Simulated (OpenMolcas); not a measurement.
**How basis sets differ on CClF3 (SMILES FC(F)(F)Cl)**

The species is CClF3 (5 atoms), meant as a singlet with charge 0. SMILES: `FC(F)(F)Cl`. Geometry: relaxed at PBE0-D4/def2-TZVP.

Quantity: the HOMO–LUMO gap, in eV. The values are calculated.

| level | kind | program | value (eV) | CPU time |
| --- | --- | --- | --- | --- |
| S12g/STO-3G | GGA | OpenMolcas | 8.45 | 2.7 s |
| S12g/3-21G | GGA | OpenMolcas | 7.82 | 3.3 s |
| S12g/6-31G | GGA | OpenMolcas | 7.61 | 3.9 s |
| S12g/6-31G* (spherical functions) | GGA | OpenMolcas | 7.55 | 7.2 s |
| S12g/6-311G** | GGA | OpenMolcas | 7.53 | 11 s |
| S12g/6-311++G** | GGA | OpenMolcas | 7.35 | 19 s |
| S12g/6-311++G(2d,2p) | GGA | OpenMolcas | 7.25 | 34 s |
| S12g/6-311++G(3df,3pd) (RICD fitting) | GGA | OpenMolcas | 7.28 | 25 s |

The values span 7.25 to 8.45 eV. Orbital gaps aren't excitation energies. CPU times are rough (shared hosts, several kinds of processor): they show what a rung costs within a factor of a few.

The gap narrows as the basis grows, except at the last step, where it edges up from 7.25 to 7.28 eV. The largest drop comes on leaving the minimal basis, whose single contraction per valence shell cannot adapt to the molecule. The HOMO of CClF3 is essentially a chlorine lone pair, while the LUMO is expected to have C–Cl σ* character. The antibonding orbital is the more extended of the two and probably gains more from added radial freedom.

This also fits the renewed fall from 7.53 to 7.35 eV when diffuse functions enter, after the gap had seemed nearly settled; that earlier plateau was therefore not the basis-set limit. With no hydrogen present, the hydrogen functions in these sets are idle, and the changes come entirely from the functions on carbon, fluorine and chlorine. The small final rise suggests that the gap is nearly converged for this functional, but without separate orbital energies the shifts cannot be divided between HOMO and LUMO.
